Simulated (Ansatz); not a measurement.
# Ir: pressure against volume scale

Periodic Kohn-Sham DFT of a crystal at fixed atoms, scaled to volume_scale times the given cell; pressure positive in compression, energy less spherical unpolarised free atoms, largest_vzz the field gradient of largest size among the nuclei. The results are calculated, by Ansatz 0.2.0.

The cell before it is scaled or strained (space group Fm-3m, No. 225):
```
Ir
1.0
      0.0000     1.9197     1.9197
      1.9197     0.0000     1.9197
      1.9197     1.9197     0.0000
Ir
1
Direct
  0.00000 0.00000 0.00000
```

Settings of every row: method all-electron PAW; functional PBEsol; relativity scalar; k mesh 18x18x18; filling fermi-dirac; smearing width 0.05 eV; nucleus gaussian.

Atom start moment: 0 on all atoms.

Limits: no spin-orbit coupling on heavy atoms.

```csv
row,volume scale,V (Å³/atom),pressure (GPa)
1,0.94,13.3,?
2,0.96,13.583,14.142
3,0.98,13.866,5.199
4,0.99,14.008,1.117
5,1,14.149,-2.725
6,1.01,14.291,-6.336
7,1.02,14.432,-9.739
8,1.04,14.715,-15.945
9,1.06,14.998,-21.427
```

Question: what pressure should row 1 give?

Worked fit of pressure. Take u = (V_r/V)^(2/3) − 1 with V_r = 14.22 Å³ an atom, which is twice the finite (Eulerian) strain; such expansions in the strain, on which the Birch-Murnaghan equation of state is built, carry the rest volume and the bulk modulus. The shown rows have u = 0.03103, 0.01695, 0.01006, 0.00334, -0.00331, -0.00982, -0.02255, -0.03489. Least squares give pressure = −4.5589 + 544.96 × u + 1812.94 × u² + 1468 × u³ GPa; a parabola predicts inner rows, each left out in turn, worse (root mean square 0.015 against 0.0092 GPa). The rows lie off it by 0.001, -0.007, 0.009, -0.007, 0.007, -0.002, -0.002, 0.001 (root mean square 0.0055 GPa). The pressure vanishes at u = 0.0081, or V = 14.05 Å³ an atom, and there the bulk modulus at fixed shape and fractions is B = −V dP/dV = (2/3)(1 + u) dP/du = 386 GPa. The withheld row has u = 0.0456, so the fit gives −4.5589 + 544.96 × (0.0456) + 1812.94 × (0.0456)² + 1468 × (0.0456)³ = 24.200 GPa.

The calculation gave 24.232 GPa. The fit lies 0.032 GPa (0.07 % of the column's range) below it; its largest miss of a shown row is 0.009 GPa. This row lies beyond the range of the fit.
